Count the waves first. The reference atom occupies two s shells, 1s and 2s, and the potential has one s wave, 1s. The 2p channel has a wave although it is empty, and 2s holds electrons and has none. A level that was fitted should contribute an error mainly of second order in the change of occupation, while a level that was not fitted contributes at first order. The error in this table should therefore follow the 2s occupation and change sign at the reference, and in the rows where only 2s changes it does. The sizes to keep are these: the pseudo 2s level lies about 20 meV too high at the reference, adding or removing 2s electrons, with 1s full and 2p empty, costs an error of about one part in a thousand of the energy involved, and the smallest error in the table is the sum of two terms ten times its size.

Excitation energies of the Be atom, computed with ld1.x 7.5 (revPBE, scalar-relativistic), and their errors for a separable norm-conserving RRKJ pseudopotential with no core, a 1s wave (radius 0.4 bohr), a 2p wave (1.95 bohr) and the s channel as local part. Energies are relative to the reference 1s2 2s0.5 2p0 (charge +1.5); errors are all-electron minus pseudo.

| test configuration | test spin polarised | excitation energy all-electron (eV) | excitation error (meV) |
| --- | --- | --- | --- |
| 1s2 2s2 2p0 | no | -17.486 | -17.39 |
| 1s2 2s1 2p0 | no | -7.9279 | -8.014 |
| 1s2 2s0 2p0 | no | 10.046 | 11.67 |
| 1s2 2s1 2p1 | no | -13.840 | -2.966 |
| 1s2 2s1.5 2p0 | no | -13.721 | -13.65 |
| 1s1 2s2 2p0 | no | 110.95 | 1.646 |
| 1s2 2s0 2p1 | no | -3.9774 | 12.00 |

The test configuration gives the occupations $f_i$ of the three shells. The excitation energy $E$ is the all-electron total energy of that configuration minus that of the reference $1s^2 2s^{0.5}$, an ion of charge +1.5. Most entries are negative because electrons are added to that ion, so they are ionisation and attachment energies as much as excitations. The excitation error $\Delta$ is the all-electron excitation energy minus the pseudo one, and it is zero at the reference by definition. Both atoms use the same functional, revPBE, so $\Delta$ measures the pseudopotential and says nothing of the functional.

## First order and second order

Janak's theorem, $\partial E/\partial f_i = \varepsilon_i$, holds for both atoms, so

$$\frac{\partial \Delta}{\partial f_i} = \varepsilon_i^{AE} - \varepsilon_i^{PS}, \qquad \Delta \approx \sum_i a_i x_i + \tfrac12 \sum_{ij} h_{ij} x_i x_j ,$$

where $x_i$ is the change of occupation from the reference, $a_i$ is the level error at the reference and $h_{ij}$ is the error in how level $i$ responds to filling shell $j$. Construction is meant to make $a_i$ vanish for 1s and 2p. For 1s it does so only roughly: at the reference the all-electron and pseudo 1s levels differ by about 5 meV. Nothing makes it vanish for 2s.

The numbers show the linear term without any fit. Half an electron taken out of 2s gives +11.67 meV and half an electron added gives −8.014 meV. A parabola with its vertex at the reference would have the same sign on both sides. The slope between the two rows is −19.68 meV per electron, so the pseudo level is the higher one, at a level depth of 17.97 eV or 1.32 Ry.

Two familiar causes are excluded by the construction: with no core there is no frozen core and no missing core correction, and 1s relaxes in every row. The charge state does not order the errors either. The three ions of charge +1 have −8.0, +12.0 and +1.6 meV.

## Why the 2s level is off, and what sets the size

Outside $r_c = 0.4$ bohr the s potential is the true one. All that the inner region passes outward is the logarithmic derivative $L(\varepsilon) = u'/u$ of the radial function $u$ at $r_c$. In hartree units the radial equation gives $dL/d\varepsilon = -2\int_0^{r_c} u^2 dr / u(r_c)^2$ for the inner solution, and a matching expression with the outer norm for the decaying solution. Matching the two with an inner error $\delta L = L^{PS} - L^{AE}$ shifts a normalised level by

$$\delta\varepsilon = \tfrac12\, u(r_c)^2\, \delta L(\varepsilon).$$

Fitting 1s sets $\delta L = 0$ at the 1s energy, apart from the small mismatch noted above, and norm conservation sets its first energy derivative to zero as well. The error in $L$ then starts at second order in the distance from the 1s level, and 2s lies 7.9 Ry above it. This argument says that the shift is there and that it is small when $r_c$ is small. It does not give the sign, which depends on the shape of the pseudo potential inside $r_c$ and is taken here from the table.

The scattering test of the same run agrees in size. The s phase error is at most 0.0001 rad far below the 2s level and reaches 0.0052 rad at −1.4 Ry, next to it. Part of that rise is the steepness of the phase near a level. Near that energy the phase falls by about 2 rad/Ry, which turns the error into a displacement of the curve by some 36 meV, and the level shifts by that times the share of the 2s norm inside the radius at which the phases are taken. The printed output gives 60 meV because it uses the mean slope between two points about 2 Ry apart, 1.18 rad/Ry, which is too flat; that figure is good for the order only. Only the magnitude is used here.

## The row $1s^2 2s^2$

The neutral atom is reached from the reference in three steps of half an electron. Integrating Janak's theorem over a step gives the mean level and the mean level error exactly. For the last step, the level is $(-17.486 + 13.721)/0.5 = -7.53$ eV and its error $(-17.39 + 13.65)/0.5 = -7.48$ meV. Over the four steps from $2s^0$ to $2s^2$ the level error shrinks every time: 23.3, 16.0, 11.3 and 7.5 meV in size, while the level rises from −20.1 to −7.5 eV.

The formula for $\delta\varepsilon$ suggests a reason for the direction, though neither of its factors was computed here. Near the nucleus the potential is dominated by the bare charge, so $\delta L$ should change little as 2s fills, whereas $u(r_c)^2$ falls as the orbital is screened and spreads. A loosely bound 2s electron samples the faulty region less. How fast the weight falls depends on the picture. For a Rydberg level $\varepsilon = -Z_a^2/2n^{*2}$, with $Z_a$ the charge seen far out and $n^*$ the effective quantum number, the inner weight scales as

$$\frac{d\varepsilon}{dn^*} = \frac{Z_a^2}{n^{*3}} = \frac{2|\varepsilon|}{n^*}.$$

If $n^*$ stays fixed, the level error is a fixed fraction $k$ of the level. A screened hydrogenic orbital has density $\propto Z_\mathrm{eff}^3$ and energy $\propto Z_\mathrm{eff}^2$, which gives $|\varepsilon|^{3/2}$. The four steps give an exponent of 1.14, with misfits of 4 to 6 % of the fitted value, nearer the first picture. That nearness is empirical. The two ionisation errors, 19.68 and 9.38 meV, stand in the ratio 2.10, between 1.88 for exponent 1 and 2.58 for exponent 3/2. The literal Rydberg form with $Z_a = 2$ and 1 predicts 1.29 and fails. It assumes an electron that moves mostly outside the rest of the charge, whereas the 2s electron of the atom shares the space of its partner. The $n^*$ it implies drops from 1.74 in the ion to 1.19 in the atom.

A fixed fraction integrates at once: if $\varepsilon^{AE} - \varepsilon^{PS} = k\,\varepsilon^{AE}$ all along the path, then $\Delta = kE$. Fitted to the four rows in which only 2s changes, $k = 1.022$ meV/eV. For the neutral atom, which is one of the four, $1.022 \times (-17.486) = -17.87$ meV against −17.39, a miss of 3 % of the error. The pseudo atom binds its 2s electrons about 0.1 % too weakly.

The worst of the four is $2s^0$, predicted at 10.27 against 11.67 meV, a miss of 12 %. The most compact 2s orbital has a larger fractional error, the direction in which the hydrogenic exponent points. The fraction is not monotonic, however: it runs 1.162, 1.011, 0.973 and 0.993 meV/eV, and the final upturn exceeds what rounding allows. I have no cause for it. A linear plus quadratic polynomial in the occupation fits the same rows better, with an rms misfit of 0.43 meV against 0.77, at the price of a second parameter on four rows. A pure quadratic misses by 8 meV rms and has the wrong sign at $2s^0$. All misfits are far above the rounding of 0.005 meV, so none of these forms is exact; what the comparison establishes is the linear term and the shrinking steps. The printed output after this page lists the residuals.

## The row $1s^2 2s^0 2p^1$

Here $\Delta = +12.00$ meV at $E = -3.98$ eV, the opposite sign to $kE$, which was not fitted to this row and does not apply to it. The energy has two parts, and only one carries the 2s error. Emptying 2s costs 10.046 eV with an error of +11.67 meV; adding the 2p electron returns 14.02 eV and changes the error by +0.33 meV. The row has nearly the error of $2s^0 2p^0$ because it has the same 2s occupation.

The 0.33 meV should not be read as the accuracy of the p channel. The same addition on top of $2s^1$ changes the error by +5.05 meV. It is tempting to put both numbers into the quadratic formula with $a_{2p} = 0$ and read their difference, 4.72 meV, as $h_{sp}$ and their mean, 2.69 meV, as $\tfrac12 h_{pp}$; the printed output labels them as a cross term and a self term in this way. The levels of the same run contradict that reading. With 2p still empty, the 2p level error changes sign between $2s^0$ and $2s^1$, by about 18 meV per 2s electron, and this slope is what $h_{sp}$ means. If it held while 2p fills, the two additions would differ by 18 meV and not by 4.72. The quadratic formula therefore fails for a whole 2p electron. The 4.72 meV stands as a plain difference of four table entries, an average over the filling of both shells, and the 2.69 meV has no such meaning. The p phase errors on either side of the pseudo p level are 0.0006 and 0.0013 rad, of one sign, as a curve touching zero between them would give, though two points about 1 Ry apart do not show the touching.

The 4.72 meV has a second reading, since the order in which the two electrons are added does not matter: a 2p electron reduces the error of the first 2s electron from 19.68 to 14.97 meV in size. The direction is the screening argued above, but the amount is not. A 2p electron loosens 2s by 8.11 eV and a second 2s electron by 8.42 eV, nearly the same, yet they reduce the error by 4.72 and 10.31 meV. The fixed fraction predicts −10.08 meV for this step and misses a third of the actual value. Binding energy is thus an imperfect stand-in for the weight at $r_c$. One guess is that 2p charge, absent at the nucleus, raises the 2s level more than it lowers the inner amplitude. Another is that the pseudo 2p density, reshaped out to 1.95 bohr where it overlaps both s shells, brings its own Hartree and exchange-correlation error. The rows cannot separate them.

For use, the difference between two rows matters more than either entry. The entry −2.966 meV for $2s^1 2p^1$ looks small, but the promotion from the neutral ground state costs 3.646 eV with an error of +14.42 meV, or 0.4 % of that energy. In the singly charged ion it is +20.01 meV on 3.951 eV, or 0.5 %. A promotion carries the error of removing a 2s electron, plus 5.05 meV in the atom or 0.33 meV in the ion for the added 2p electron, on a small energy difference. Every row is spin-unpolarised, so $2s^1 2p^1$ is a spherical average with zero moment imposed, not the triplet, and nothing here tests how the potential handles spin polarisation.

## The row $1s^1 2s^2$

The largest energy has the smallest error, 1.646 meV on 110.95 eV, and $kE$ would give 113 meV. The failure of $kE$ is expected, because most of this energy belongs to a fitted shell. The smallness is a cancellation. Going first to the neutral atom gives −17.39 meV, and removing the 1s electron from there costs 128.44 eV with an error of +19.0 meV. Measured from the neutral atom, the core hole is as wrong in meV as the second ionisation, although only by 0.015 % of its energy against 0.11 %.

The 1s level error at the reference gives a linear term of about 5 meV in size for one electron removed. The larger part of the 19 meV is of second and higher order: a 1s self term and a 1s–2s cross term, which one row cannot split. The screening argument suggests that the hole contracts 2s, makes its error more negative, and so hides a contribution of 1s itself, linear and self term together, larger than 19 meV. The 2p rows confirmed the direction of such an argument and not its size.

## Neighbouring cases

Measured from the neutral atom, the same potential errs by +9.4 meV for one 2s electron removed and $9.38 + 19.68 = 29.1$ meV for both; the sign change in the table comes from a reference in the middle of the range. For another configuration with a full 1s shell, the first estimate is the error of the row with the same 2s occupation. The correction for one 2p electron is 0.33 meV on $2s^0$ and 5.05 meV on $2s^1$, and the rows do not say how it goes on with further 2s filling. Theory says that a 2s wave of its own would remove the linear term and leave, close to the reference, an error of one sign on both sides of it, though the 5 meV left in the fitted 1s level shows that the removal need not be complete. A larger s radius without that wave would tend to enlarge $\delta L$. The value of $k$ belongs to this potential alone. Its settings were drawn at random, in a set where many potentials are poor on purpose, so the missing 2s wave is not a recommended choice.

These atomic errors do not give the error in a solid, and two other results of the run may matter more there. The small s radius that keeps $\delta L$ small makes the potential hard: at a plane-wave cutoff of 300 Ry the 1s level is still 37 mRy too high, about 0.5 eV, while the p level has converged by 30 to 40 Ry. Much of the 1s error should cancel between configurations that keep 1s full. The 2s level matters more for them, and the sum of the occupied levels in the same test puts it about 2.3 mRy too high, or 32 meV, which is still more than any error in the table. And the absence of ghosts covers bound states only. The p phase error jumps to nearly $-\pi$ between −0.44 and 0.52 Ry. The phase alone would not settle what this is, since the run warns that steps of $\pi$ at narrow ghost or core levels were added to the phases at the known level energies. The logarithmic derivative does settle it: the pseudo p wave has two poles where the all-electron one has a single pole, so the potential has a real extra p feature and the jump is not a change of branch. Even modulo $\pi$ the p error is about 0.8 rad at 3.4 Ry, so p scattering is disturbed by the extra feature and poor again by that energy, although the total-energy tests look good.

Numerical output:

```
rounding floor: error 0.005 meV or less; half-step slopes 0.02 meV/e or less
k*E: par [1.022], resid(2s0,1,1.5,2) [1.4  0.09 0.37 0.48], rms 0.77 meV
b*x^2: par [-8.382], resid(2s0,1,1.5,2) [13.77 -5.92 -5.27  1.47], rms 7.98 meV
a*x+b*x^2: par [-19.657   5.517], resid(2s0,1,1.5,2) [ 0.46  0.44  0.49 -0.32], rms 0.43 meV
k = 1.022 meV/eV = 0.1022 %; worst fitted row 1s2 2s0 2p0
row | charge | err/E meV/eV | k*E meV | resid meV (* not fitted: other shell changes)
1s2 2s0 2p0 | +2.0 | 1.162 | 10.27 | 1.40
1s2 2s1 2p0 | +1.0 | 1.011 | -8.10 | 0.09
1s2 2s1.5 2p0 | +0.5 | 0.995 | -14.02 | 0.37
1s2 2s2 2p0 | +0.0 | 0.995 | -17.87 | 0.48
1s2 2s0 2p1 * | +1.0 | -3.017 | -4.06 | 16.06
1s2 2s1 2p1 * | +0.0 | 0.214 | -14.14 | 11.18
1s1 2s2 2p0 * | +1.0 | 0.015 | 113.37 | -111.72
Janak steps: 2s interval | eps AE eV | eps AE-PS meV | ratio meV/eV
0.0-0.5 | -20.09 | -23.34 | 1.162
0.5-1.0 | -15.86 | -16.03 | 1.011
1.0-1.5 | -11.59 | -11.27 | 0.973
1.5-2.0 | -7.53 | -7.48 | 0.993
power law exponent p = 1.14 (fixed fraction 1, hydrogenic 1.5); rel resid % [ 5.8 -4.8 -4.3  3.7]
I1 9.558 eV err 9.38 meV; I2 17.974 eV err 19.68 meV
at reference (central diff): 2s level -17.97 eV = -1.32 Ry, slope -19.68 meV/e
err ratio I2/I1 2.10; p=1 1.88; p=1.5 2.58; Rydberg I^1.5/Za 1.29
Rydberg n*: Be 1.19, Be+ 1.74
add 2p to 2s0: -14.023 eV, err +0.33 meV, ratio -0.024 meV/eV, k*dE -14.33 meV
add 2p to 2s1: -5.912 eV, err +5.05 meV, ratio -0.854 meV/eV, k*dE -6.04 meV
add 2s, no 2p: -17.974 eV, err -19.68 meV, ratio 1.095 meV/eV, k*dE -18.37 meV
add 2s, 2p1 present: -9.863 eV, err -14.97 meV, ratio 1.517 meV/eV, k*dE -10.08 meV
add 2nd 2s: -9.558 eV, err -9.38 meV, ratio 0.981 meV/eV, k*dE -9.77 meV
neutral 2s2->2s1 2p1: 3.646 eV, err +14.42 meV, ratio 3.956 meV/eV, k*dE 3.73 meV
ion 2s1->2p1: 3.951 eV, err +20.01 meV, ratio 5.066 meV/eV, k*dE 4.04 meV
remove 1s at 2s2: 128.436 eV, err +19.04 meV, ratio 0.148 meV/eV, k*dE 131.24 meV
2s-2p cross term 4.72 meV, 2p self term 2.69 meV (no linear term assumed, untested)
2s step error shrinks by 10.31 meV with a 2s, 4.72 meV with a 2p electron
2s binding falls by 8.42 eV with a 2s, 8.11 eV with a 2p
s phase slope -1.18 rad/Ry; 0.0052 rad ~ 60 meV curve shift (order only, coarse grid)
2s lies 7.9 Ry above the fitted 1s level
```
